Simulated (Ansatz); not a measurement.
# Collinear magnetic orders of Mn3ZnN with PBEsol: the lowest order found and the failure of a three-shell Heisenberg model

Three Mn atoms on a triangle of nearest neighbours cannot all be opposed to one another, so a collinear order in Mn3ZnN must leave some close pairs parallel. Which compromise costs least, and can a few pair couplings describe it? The question matters because antiperovskite manganese nitrides are studied for unusual thermal expansion, for caloric cooling and for antiferromagnetic spintronics, and spin models of them need reliable couplings. We compare six collinear orders in PBEsol at the measured cell with fixed atoms. Energies are per Mn atom and relative to the parallel order, so a negative value means more stable than parallel. The couplings J follow the printed Heisenberg convention, in which positive J favours parallel moments.

## Set-up

One system, Mn3ZnN (antiperovskite, Pm-3m), 5 atom(s) a primitive cell, from measured cells of the Crystallography Open Database. Ansatz 0.2.0, plane waves with default PAW datasets, cutoff 420 eV, Fermi-Dirac smearing of 0.05 eV, k meshes whose coarsest spacing along a reciprocal vector is 0.16 to 0.28 1/Å over all runs (2π included). Functional: PBEsol, no Hubbard U; collinear spins, no spin-orbit coupling. Atoms are fixed. Each order is started from typed moments on Mn, in the primitive cell or in a cell doubled at wavevector q (fractions of the primitive reciprocal vectors), on meshes of about the same density or denser; only runs that kept their pattern of signs are listed. Runs that did not converge or carry a known fault are not listed. The same in all rows: metal or insulator in the row's run, judged by its smearing entropy or density of states at the Fermi energy (a gap under a few smearing widths counts as a metal): metal.

Notes on method and selection:

- In a Heisenberg model with E = -sum over ordered pairs of J e_i.e_j, the energy per magnetic atom is E0 less the sum over shells of J times the listed sum; further shells and changes of moment size are outside it.
- Each state is what a run reaches from typed starting moments; only a few collinear orders were started, so the lowest found need not be the ground state. Spin-orbit coupling is left out of these energies, which are free energies at the smearing width. A magnetic atom is one that was given a starting moment.
- Site moments count the spin inside each program's own atomic sphere, so they depend somewhat on its radius and leave out the spin between the spheres.
- Ansatz's own search for a lower self-consistent state was switched off in these runs, so a run may rest in a state that is not the lowest for its pattern of moments.
- The shell on the horizontal axis is the one of the three whose sum correlates best with the energies.
- Runs that did not converge, have known faults or may not be shown are not listed, and runs on Ansatz's PAW sets soft_1 and soft_2 are kept to separate tables.

Columns:

- shell at 2.76 Å: sum of e_i.e_j over the 8 Mn neighbours at 2.76 Å, mean over magnetic atoms (+1 parallel, -1 opposed).
- shell at 3.90 Å: sum of e_i.e_j over the 6 Mn neighbours at 3.90 Å, mean over magnetic atoms (+1 parallel, -1 opposed).
- shell at 4.78 Å: sum of e_i.e_j over the 16 Mn neighbours at 4.78 Å, mean over magnetic atoms (+1 parallel, -1 opposed).
- moment (μB): largest site spin moment.
- net moment (μB): size of the net spin moment per magnetic atom.
- energy (meV): energy less that of the parallel order, per magnetic atom.

Input lines of one member:

```
magnetization:
  spin_polarized: true
kpoints:
  mp_grid: { grid: [10, 10, 10] }
hamiltonian:
  xc: pbesol
scf:
  occupations: { method: fermi_dirac, width: 0.05 }
  lower_state_search: "off"
output:
  write_density: true
  write_potential: true
  elf: true
  volumetric_format: npy
```

Command (options for logging and memory left out): `ansatz run input.yaml`

## Results

| member | shell at 2.76 Å | shell at 3.90 Å | shell at 4.78 Å | moment (μB) | net moment (μB) | energy (meV) |
| --- | --- | --- | --- | --- | --- | --- |
| opposed q=(0,0,1/2) +--++- | −2.67 | 2 | 5.33 | 2.37 | 0.00 | −78.7 |
| partly opposed ++- | −2.67 | 6 | −5.33 | 2.48 | 0.30 | −42.4 |
| opposed q=(0,1/2,1/2) +-+-+- | 0.00 | −2 | 0.00 | 2.40 | 0.00 | −59.1 |
| opposed q=(1/2,1/2,1/2) +-+-+- | 0.00 | −6 | 0.00 | 1.99 | 0.00 | −27.9 |
| opposed q=(0,0,1/2) +-+-+- | 2.67 | 2 | −5.33 | 2.33 | 0.00 | −31.4 |
| parallel +++ | 8.00 | 6 | 16.00 | 2.03 | 2.25 | 0.0 |

Least-squares fits to the whole series, with x = shell at 2.76 Å; R² and errors in the fitted variable (y, or ln y where the fit is in ln y):

| y | members | fit | R² | rms residual | leave-one-out rms | the same for the mean of the others |
| --- | --- | --- | --- | --- | --- | --- |
| energy (meV) | 6 | y = −44.90 + 5.607 x | 0.69 | 14 | 19 | 30 |

## Interpretation

The lowest order found is +--++- at q=(0,0,1/2), at −78.7 meV. The next, +-+-+- at q=(0,1/2,1/2), lies 78.7 − 59.1 = 19.6 meV higher, and the parallel order is the highest of the six. The lowest of these is not the order that experiment finds at low temperature, which is noncollinear and so outside this list.

The main trend is a preference for opposed nearest neighbours. The one-shell line rises by 5.6 meV per unit of the 2.76 Å sum, and its leave-one-out error of 19 meV is below the 30 meV of the mean. This shell was picked for its correlation, however, which flatters the test. A likely cause is direct overlap of Mn d orbitals near half filling: electrons gain energy by hopping into empty states of the neighbour, which is easier when the moments are opposed. On a triangle at best two of three pairs are opposed, which limits the sum to −8/3 = −2.67. The lowest order reaches this limit, but so does ++-, which lies 78.7 − 42.4 = 36.3 meV higher.

Adding the other two shells hardly helps. Our least-squares fit, with s1, s2 and s3 the sums in order of distance, is E = −44 + 6.9 s1 + 0.1 s2 − 1.0 s3 (meV). Its rms residual is 13 meV, against 14 meV for one shell, and its leave-one-out error is about 73 meV, far worse than the mean. It picks the right lowest order but wrongly puts ++- second.

The reason shows when orders are combined so that s1 and s3 cancel. The two orders at q=(0,0,1/2) average to (−78.7 − 31.4)/2 = −55.05 meV at s2 = 2. Three parts of ++- and one of parallel give (3 × (−42.4) + 0.0)/4 = −31.8 meV at s2 = 6. The two remaining orders have s1 = s3 = 0 already. At s2 = −6, −2, 2 and 6 the energies are therefore −27.9, −59.1, −55.05 and −31.8 meV. A three-shell model requires a straight line here; the calculations give a bowl.

## Exceptions

Largest departures from the fit to the whole series:

| member | energy (meV) | fit | computed − fit | in rms residuals |
| --- | --- | --- | --- | --- |
| opposed q=(0,0,1/2) +--++- | −78.7 | −59.9 | −18.8 | 1.4 |
| partly opposed ++- | −42.4 | −59.9 | +17.5 | 1.3 |
| opposed q=(1/2,1/2,1/2) +-+-+- | −27.9 | −44.9 | +17.0 | 1.2 |
| opposed q=(0,1/2,1/2) +-+-+- | −59.1 | −44.9 | −14.2 | 1.0 |

The largest departures from the one-shell line come in two pairs, each with equal nearest-neighbour sums.

The lowest order lies 18.8 meV below the line and ++- lies 17.5 meV above it. Part of this split fits a third-shell coupling that favours parallel moments, since the 4.78 Å sum is +5.33 in the first and −5.33 in the second.

That cannot explain the other pair. The orders at q=(1/2,1/2,1/2) and q=(0,1/2,1/2), at +17.0 and −14.2 meV, both have zero sums in the first and third shells. One candidate for the missing term is the fourth shell, 12 Mn neighbours at 2 × 2.76 = 5.52 Å. By geometry its sum is +12 for ++- and for q=(1/2,1/2,1/2), and −4 for the two orders below the line. A coupling there that favours opposed moments has the right sign for all four departures. Unequal Mn moments within most of the orders may also contribute.

## Worked examples

**Would a search in the primitive cell alone have found the lowest order?**
No. The primitive cell holds the parallel order and ++-, and the better of these is at −42.4 meV. The doubled cell reaches −78.7 meV, so the restricted search would miss 78.7 − 42.4 = 36.3 meV per Mn atom. The doubled cells are a restriction too: the measured low-temperature order needs a larger cell, and moments that do not all lie along one line.

**Which second-shell coupling should go into a three-shell spin simulation?**
The orders at q=(0,1/2,1/2) and q=(1/2,1/2,1/2) differ only in the 3.90 Å sum among the three shells, by −2 − (−6) = 4. Their energies give J2 = −(−59.1 + 27.9)/4 = +7.8 meV. The combinations at s2 = 2 and 6, built from the other four orders, give J2 = −(−31.8 + 55.05)/4 = −5.8 meV. The sign depends on which orders are used, so the fitted value near zero is a compromise between contradictory demands and should not be used as a coupling.

**How large a fourth-shell coupling would account for the bowl?**
The two outer points, with a fourth-shell sum of 12, average to (−27.9 − 31.8)/2 = −29.85 meV. The two inner points, with a sum of −4, average to (−59.1 − 55.05)/2 = −57.08 meV. The difference of 27.2 meV over 16 units gives J4 = −27.2/16 = −1.7 meV. Refitting with four shells lowers the rms residual to about 1.7 meV, but with five constants for six orders. The leave-one-out error is about 29 meV, hardly better than the 30 meV of the mean, so the fourth shell is a plausible repair that still needs more orders to test it.

## Rules of thumb and their limits

Among these six orders, opposed nearest neighbours are favoured, but a three-shell model with fixed moments does not reliably settle the choice between orders with equal nearest-neighbour sums. Ordering temperatures derived from a three-shell fit would inherit its contradictory second-shell coupling.

The lowest order here is the lowest of a short collinear list, not an established ground state. In experiment, Mn3ZnN shows triangular, noncollinear antiferromagnetism, which eases the frustration of the Mn triangles, but only in an intermediate temperature range. On further cooling it changes to an order with a larger magnetic cell than any used here, made of two collinear sublattices whose moments are at right angles to each other. A calculated ground state should be compared with this low-temperature order, which none of our six can represent. The Mn moments measured in it are also well below the site moments computed here, so the energy differences and couplings may not carry over to the real compound. Allowing moments to rotate can only lower the minimum energy or leave it unchanged. The same holds for relaxing the atoms and for searching for lower electronic states within each pattern, though the gain may differ between orders and so change their ranking. Spin-orbit coupling would add a preferred direction for the moments, usually a much smaller energy than the differences found here.

[Logs are printed without paths, hosts, clocks, repeated set-up lines and the standing remarks that a program may print on its own settings, such as how far it seeks lower states.]
